An electron lifted from the valence to the conduction band of GaAs leaves a hole behind, and the two attract each other. The table lists the lowest excited states of such pairs, from the Bethe–Salpeter equation on LDA bands. The exciton weight tells how strongly a state absorbs light polarised along one direction. Within a set of equal energies only the sum of the weights has a meaning.

GPAW 26.7.0, Bethe–Salpeter equation on LDA bands (PAW, plane waves to 500 eV) for GaAs with its volume scaled by 0.96. The pair states use 3 valence bands, 1 conduction band, an 8×8×8 k mesh and a 30 eV response cutoff, without spin–orbit coupling. A rigid shift of 1.34 eV widens the LDA gap, and the weights are for light polarised along x.

```tsv
row	exciton energies (eV)	exciton weights
1	1.961	1.656
2	1.961	0.002
3	1.961	0.641
4	3.207	0.916
5	3.207	1.350
6	3.207	0.001
7	3.236	0.000
8	3.236	0.000
9	3.236	0.000
10	3.238	0.000
11	3.238	0.000
12	3.241	0.000
13	3.241	0.000
14	3.241	0.000
15	3.244	0.000
16	3.244	0.000
17	3.244	0.007
18	3.244	0.000
19	3.244	0.004
20	3.446	2.032
21	3.446	1.047
22	3.446	0.002
23	3.467	0.000
24	3.467	0.000
```

**(a) Which energies would be equal if electron and hole ignored each other, and which rows break that pattern?**

*Solution.* Without attraction, each state is a vertical transition at one point of the k mesh, and points related by symmetry give the same energy. The centre of the zone, Γ, offers three valence bands and one conduction band, hence three states. The eight nearest points, towards L, have a doubly degenerate upper valence band, hence sixteen. These counts match rows 1–3 and rows 4–19. Two more sets of eight points farther along Γ–L give sixteen states as well, so taking the nearest set is the likely reading, not one the counts prove.

The simple pattern is therefore a staircase with flat steps. Rows 4–6 break it: they lie 34 meV below the mean of rows 7–19, which spread over no more than 8 meV. They also hold 99.5 % of the weight of the sixteen states. The level that has dropped is the bright one. Rows 20–22 appear to break the next step in the same way, though the list ends before that step is complete.

**(b) Why does the bright level drop, and by roughly how much?**

*Solution.* The attraction mixes pairs at different k points. For each of the directions x, y and z there is one combination in which the p-like valence orbitals at all eight points lean towards that direction and are in phase. The attraction between the points then adds up and lowers the energy. The transition dipoles add up too, which makes the state bright. In the other thirteen combinations the dipoles cancel almost completely, and the coupling lowers the energy only slightly or even raises it.

Dye molecules lined up head to tail in a J-aggregate behave alike: equal excitations couple, and the in-phase one is both lowest and brightest. The likeness ends at the coupling, which acts there between neighbours in space and here between points in k space.

Two pairs a distance q apart in k space are coupled by

w = 4πe² / (ε q² V),

where ε is the dielectric constant with the ions held still and V the crystal volume that the mesh represents. The pair states use their own 8×8×8 mesh, separate from that of the ground state. It stands for 512 cells of two atoms, so V = 512 × 2 × 21.69 Å³ ≈ 22 200 Å³. Nearest points towards L are q ≈ 0.28 Å⁻¹ apart. With e² = 14.4 eV Å and ε ≈ 11, a rough recalled value, w is about 9 meV.

Each point has three neighbours at q², three at 2q² and one at 3q². The p orbitals stand perpendicular to k, so they turn from point to point and overlap only in part. For the in-phase combination the overlaps add up to 5/3, 5/3 and 1 over the three groups. The level drops by (5/3 + 5/6 + 1/3) w = 17/6 w.

Coupling among the sixteen states leaves the mean of their energies unchanged, so the other thirteen rise on average by 3/13 of this drop. The bright level should thus lie about 3.5 w, or 33 meV, below them. The table has 34 meV, but such closeness overstates the model, which gives the thirteen a spread well above the computed one. It treats the conduction states at different points as overlapping fully, which overstates the coupling. It also leaves out the coupling to pairs at other energies and the exchange repulsion between electron and hole, which pushes bright levels up; the run contains both. The model is good for the order of magnitude.

Rows 20–22 are bright again and lie 21 meV below the next level, against 29 meV for rows 4–6. In GaAs the upper valence band and the conduction band run nearly parallel along Γ–L, while towards X the transition energy climbs much faster. The next step is therefore expected to come from points farther along Γ–L, and it coincides with the absorption peak of the run at 3.45 eV. Such points lie farther apart, so a smaller drop is expected, though the table doesn't say which set this is. The printed ratio of 0.56 assumes the six points towards X instead, and it is no test of the model.

**(c) Rows 1–3 lie about 57 meV below the gap, and 1.25 eV separates them from row 4. Are these properties of GaAs?**

*Solution.* The 1.25 eV is mainly the height of a stair, the change in transition energy from Γ to the mesh points behind rows 4–19. A denser mesh puts new points, and new states, in between.

In this picture the 57 meV is the attraction of a pair confined to one mesh point. The same Coulomb term, averaged over the k-space volume belonging to that point, gives about 0.1 eV, the right order but too large. A likely reason is the screening: on a coarse mesh that contains Γ, the small LDA gap at that one point is expected to push ε at long wavelength well above 11. A real exciton in GaAs is bound by only a few meV and extends over roughly 100 Å, whereas this mesh repeats after 32 Å. The pair is squeezed, and its binding exaggerated.

Even the position of the gap is partly an input. A rigid shift of 1.34 eV, taken from a G0W0 calculation for the same cell, was added to the LDA gap, and the cell is compressed by 4 % in volume, so the energies are not those of GaAs at ambient pressure. Spin–orbit coupling, left out here, would also split the threefold top of the valence band by about a third of an electronvolt.

The formula for w shows how to test such a level. Doubling the mesh divisions makes V eight times larger and q² four times smaller, so w halves. The size of the drop in part (b) therefore belongs to this mesh as well. A level should be called a bound exciton only if it lies below the gap and its distance from the gap settles at a value above zero as the k mesh is refined. Rows 4–6 lie far above the gap and fail this test at once.

Output of the analysis:

```
Step from rows 1-3 to rows 4-6, eV: 1.246
Rows 4-6 below the mean of rows 7-19, meV: 33.54
Whole spread of rows 7-19, meV: 8
Share of the weight of rows 4-19 held by rows 4-6, percent: 99.52
Summed weight of rows 1-3: 2.299
Summed weight of rows 4-6: 2.267
Summed weight of rows 20-22: 3.081
Rows 4-6 below the next level, meV: 29
Rows 20-22 below the next level, meV: 21
Ratio of these two gaps, second to first, table: 0.7241
Ratio of these two gaps, model without any parameter: 0.5625
Model: coupling of nearest pairs towards L, meV: 9.338
Model: bright level below the mean of the other thirteen, meV: 32.56
Model: spread of the other thirteen, meV: 12.45
Model: self-attraction of one mesh point, meV: 115.6
Shifted gap less energy of rows 1-3, meV: 57.3
Repeat length of the 8x8x8 mesh, angstrom: 31.55
```
